**One-bond couplings of propene: basis-set and functional failures**

The table holds five one-bond $^{13}$C–$^{13}$C and $^{13}$C–$^{1}$H couplings of propene from PySCF, with B3LYP in eight basis sets and BHandHLYP/pcJ-1, at one PBE0-D3(BJ)/def2-SVP geometry in the gas phase. The program works out deviations from B3LYP/pcJ-2, tests whether a basis acts as a common scale factor through the ratio of the two C–C couplings, and sets the deviations beside total energies, triplet Hessian eigenvalues and the Fermi-contact parts of two rows. A parameter-free hydrogen atom in s Gaussians compares the energy error with the error of the density at the nucleus. The ratio is 0.574 to 0.578 for four J-type sets but 0.397 for cc-pVTZ and 0.636 for 6-31G(d), and the total energy does not rank the errors reliably. Five optimised Gaussians miss the energy by 0.038 % and the contact density by 9.7 %, which gives the sign and order of the C–H deficit in the standard triple-zeta sets but not the C–C errors. BHandHLYP raises the couplings by about 8 to 22 % while the lowest triplet eigenvalue falls by 30 % and the orbital gap widens.

One-bond indirect spin-spin couplings of propene (C3H6, SMILES C=CC, point group Cs) for 13C and 1H, from non-relativistic gas-phase calculations in PySCF 2.14.0 with density fitting at the PBE0-D3(BJ)/def2-SVP geometry. The totals include the spin-dipole term. Atoms are numbered in SMILES order, hydrogens last.

## The fit in Python

```python
# Table: one-bond 13C-13C and 13C-1H spin-spin couplings (Hz) of propene, PySCF 2.14.0,
# B3LYP in eight basis sets and BHandHLYP/pcJ-1, one PBE0-D3(BJ)/def2-SVP geometry, gas phase.
# Tested: deviations from B3LYP/pcJ-2, whether a basis acts as a common scale factor, and a
# parameter-free H atom estimate of energy error against error of the density at the nucleus.
T = {
    'functional': ['B3LYP', 'B3LYP', 'B3LYP', 'B3LYP', 'B3LYP', 'B3LYP', 'B3LYP', 'B3LYP', 'BHandHLYP'],
    'basis': ['6-31G(d)', '6-31G-J', 'aug-cc-pVTZ-J', 'cc-pVTZ', 'def2-TZVP', 'pcJ-0', 'pcJ-1', 'pcJ-2', 'pcJ-1'],
    'exx': [20, 20, 20, 20, 20, 20, 20, 20, 50],  # %
    'j_0_1': [91.6, 81.5, 77.3, 86.8, 79.1, 60.8, 81.2, 76.0, 96.0],  # Hz
    'j_1_2': [58.3, 47.0, 44.4, 34.5, 44.9, 35.8, 46.9, 43.9, 57.0],  # Hz
    'j_0_3': [164.9, 169.0, 165.7, 148.3, 155.6, 143.9, 163.9, 163.9, 176.8],  # Hz
    'j_0_4': [167.8, 173.3, 170.6, 152.9, 160.0, 147.7, 168.9, 168.8, 182.1],  # Hz
    'j_1_5': [158.2, 163.2, 160.5, 144.3, 151.8, 139.6, 158.4, 158.7, 171.5],  # Hz
}
import numpy as np
from scipy.linalg import eigh
from scipy.optimize import minimize
keys = ['j_0_1', 'j_1_2', 'j_0_3', 'j_0_4', 'j_1_5']
names = ['C1C2', 'C2C3', 'C1H4', 'C1H5', 'C2H6']
J = {(f, b): np.array([T[k][i] for k in keys], float) for i, (f, b) in enumerate(zip(T['functional'], T['basis']))}
B = {b: v for (f, b), v in J.items() if f == 'B3LYP'}
ref = B['pcJ-2']
# further outputs of the same runs: total energy (Eh), lowest triplet Hessian eigenvalue (Eh)
X = {'6-31G(d)': (-117.905078, 0.10324), '6-31G-J': (-117.905605, 0.10404), 'aug-cc-pVTZ-J': (-117.961396, 0.10775),
     'cc-pVTZ': (-117.956473, 0.10671), 'def2-TZVP': (-117.957369, 0.10663), 'pcJ-0': (-117.728007, 0.10572),
     'pcJ-1': (-117.920767, 0.10644), 'pcJ-2': (-117.965183, 0.10738)}
row = lambda v, f: ' '.join(f % x for x in v)
print('B3LYP, J minus pcJ-2 (Hz; rounding up to 0.1):', ' '.join(names))
for b in B:
    if b != 'pcJ-2': print('  %-14s' % b, row(B[b] - ref, '%+6.1f'))
print('Same in % of pcJ-2 (rounding up to 0.2 %):', ' '.join(names))
for b in B:
    if b != 'pcJ-2': print('  %-14s' % b, row(100 * (B[b] / ref - 1), '%+6.1f'))
allB = np.array(list(B.values()))
print('Spread over B3LYP bases, max-min (Hz):', row(np.ptp(allB, axis=0), '%.1f'))
print('basis | C2C3/C1C2 | H5-H4, Hz | largest |dev|, Hz | E-E(pcJ-2), mEh | triplet eigenvalue, Eh')
for b in sorted(B, key=lambda s: X[s][0]):
    v = B[b]
    print('  %-14s %.3f %5.1f %5.1f %7.1f %.3f' % (b, v[1] / v[0], v[3] - v[2], abs(v - ref).max(), 1e3 * (X[b][0] - X['pcJ-2'][0]), X[b][1]))
# further outputs of the same runs: total and Fermi-contact part (Hz)
tot = {'6-31G-J': [81.465, 47.049, 168.986, 173.271, 163.177], 'pcJ-2': [76.023, 43.916, 163.862, 168.769, 158.734]}
fc = {'6-31G-J': [87.456, 47.38, 167.588, 171.884, 161.832], 'pcJ-2': [81.772, 44.353, 162.406, 167.302, 157.388]}
print('6-31G-J to pcJ-2 (Hz): change total, change FC, non-contact sum in each, FC share in pcJ-2')
for k, n in enumerate(names):
    t1, t2, f1, f2 = tot['6-31G-J'][k], tot['pcJ-2'][k], fc['6-31G-J'][k], fc['pcJ-2'][k]
    print('  %s %+.2f %+.2f | %+.2f %+.2f | %.0f %%' % (n, t2 - t1, f2 - f1, t1 - f1, t2 - f2, 100 * f2 / t2))
h, p = J[('BHandHLYP', 'pcJ-1')], B['pcJ-1']
print('BHandHLYP minus B3LYP, pcJ-1 (Hz):', row(h - p, '%+.1f'), '| %:', row(100 * (h / p - 1), '%+.1f'))
print('BHandHLYP C2C3/C1C2 = %.3f, H5-H4 = %.1f Hz' % (h[1] / h[0], h[3] - h[2]))
lh, lp = 0.074803, X['pcJ-1'][1]  # further outputs: triplet eigenvalues; HOMO and LUMO (eV) below
print('Triplet eigenvalue %.3f to %.3f Eh (%.0f %%), inverse ratio %.2f; gap %.1f to %.1f eV' % (
    lp, lh, 100 * (lh / lp - 1), lp / lh, 0.26247 + 7.110776, 1.68136 + 8.307726))
def hat(x):
    a = np.exp(x); s = a[:, None] + a[None, :]; N = (2 * a / np.pi) ** 0.75
    S = (np.pi / s) ** 1.5
    H = 3 * np.outer(a, a) / s * S - 2 * np.pi / s
    e, c = eigh(H * np.outer(N, N), S * np.outer(N, N))
    return e[0], (c[:, 0] @ N) ** 2
def show(lab, x):
    e, r = hat(x)
    print('  %-22s energy error %.3f %%, density error %+.1f %%' % (lab, 100 * (e + 0.5) / 0.5, 100 * (r * np.pi - 1)))
print('H atom in s Gaussians against exact E = -0.5 Eh and density at nucleus 1/pi au')
for n in (3, 4, 5):
    x = minimize(lambda y: hat(y)[0], np.log(0.12) + np.log(4.0) * np.arange(n), method='Nelder-Mead',
                 options={'xatol': 1e-5, 'fatol': 1e-12, 'maxiter': 5000, 'maxfev': 5000}).x
    x = np.sort(x); show('%d optimised' % n, x)
d = x[-1] - x[-2]  # tight functions continue the last exponent ratio
for m in (1, 2):
    show('5 optimised + %d tight' % m, np.append(x, x[-1] + d * np.arange(1, m + 1)))
assert all(v[3] > v[2] > v[4] for v in J.values())
assert (B['cc-pVTZ'] - ref)[0] > 5 and (B['cc-pVTZ'] - ref)[1] < -5
assert all(0.57 < B[b][1] / B[b][0] < 0.58 for b in ('6-31G-J', 'aug-cc-pVTZ-J', 'pcJ-1', 'pcJ-2'))
assert np.all(h - p > 10)
```

Printed output:

```
B3LYP, J minus pcJ-2 (Hz; rounding up to 0.1): C1C2 C2C3 C1H4 C1H5 C2H6
  6-31G(d)        +15.6  +14.4   +1.0   -1.0   -0.5
  6-31G-J          +5.5   +3.1   +5.1   +4.5   +4.5
  aug-cc-pVTZ-J    +1.3   +0.5   +1.8   +1.8   +1.8
  cc-pVTZ         +10.8   -9.4  -15.6  -15.9  -14.4
  def2-TZVP        +3.1   +1.0   -8.3   -8.8   -6.9
  pcJ-0           -15.2   -8.1  -20.0  -21.1  -19.1
  pcJ-1            +5.2   +3.0   +0.0   +0.1   -0.3
Same in % of pcJ-2 (rounding up to 0.2 %): C1C2 C2C3 C1H4 C1H5 C2H6
  6-31G(d)        +20.5  +32.8   +0.6   -0.6   -0.3
  6-31G-J          +7.2   +7.1   +3.1   +2.7   +2.8
  aug-cc-pVTZ-J    +1.7   +1.1   +1.1   +1.1   +1.1
  cc-pVTZ         +14.2  -21.4   -9.5   -9.4   -9.1
  def2-TZVP        +4.1   +2.3   -5.1   -5.2   -4.3
  pcJ-0           -20.0  -18.5  -12.2  -12.5  -12.0
  pcJ-1            +6.8   +6.8   +0.0   +0.1   -0.2
Spread over B3LYP bases, max-min (Hz): 30.8 23.8 25.1 25.6 23.6
basis | C2C3/C1C2 | H5-H4, Hz | largest |dev|, Hz | E-E(pcJ-2), mEh | triplet eigenvalue, Eh
  pcJ-2          0.578   4.9   0.0     0.0 0.107
  aug-cc-pVTZ-J  0.574   4.9   1.8     3.8 0.108
  def2-TZVP      0.568   4.4   8.8     7.8 0.107
  cc-pVTZ        0.397   4.6  15.9     8.7 0.107
  pcJ-1          0.578   5.0   5.2    44.4 0.106
  6-31G-J        0.577   4.3   5.5    59.6 0.104
  6-31G(d)       0.636   2.9  15.6    60.1 0.103
  pcJ-0          0.589   3.8  21.1   237.2 0.106
6-31G-J to pcJ-2 (Hz): change total, change FC, non-contact sum in each, FC share in pcJ-2
  C1C2 -5.44 -5.68 | -5.99 -5.75 | 108 %
  C2C3 -3.13 -3.03 | -0.33 -0.44 | 101 %
  C1H4 -5.12 -5.18 | +1.40 +1.46 | 99 %
  C1H5 -4.50 -4.58 | +1.39 +1.47 | 99 %
  C2H6 -4.44 -4.44 | +1.34 +1.35 | 99 %
BHandHLYP minus B3LYP, pcJ-1 (Hz): +14.8 +10.1 +12.9 +13.2 +13.1 | %: +18.2 +21.5 +7.9 +7.8 +8.3
BHandHLYP C2C3/C1C2 = 0.594, H5-H4 = 5.3 Hz
Triplet eigenvalue 0.106 to 0.075 Eh (-30 %), inverse ratio 1.42; gap 7.4 to 10.0 eV
H atom in s Gaussians against exact E = -0.5 Eh and density at nucleus 1/pi au
  3 optimised            energy error 0.604 %, density error -26.0 %
  4 optimised            energy error 0.144 %, density error -15.6 %
  5 optimised            energy error 0.038 %, density error -9.7 %
  5 optimised + 1 tight  energy error 0.025 %, density error -4.1 %
  5 optimised + 2 tight  energy error 0.024 %, density error -1.5 %
```
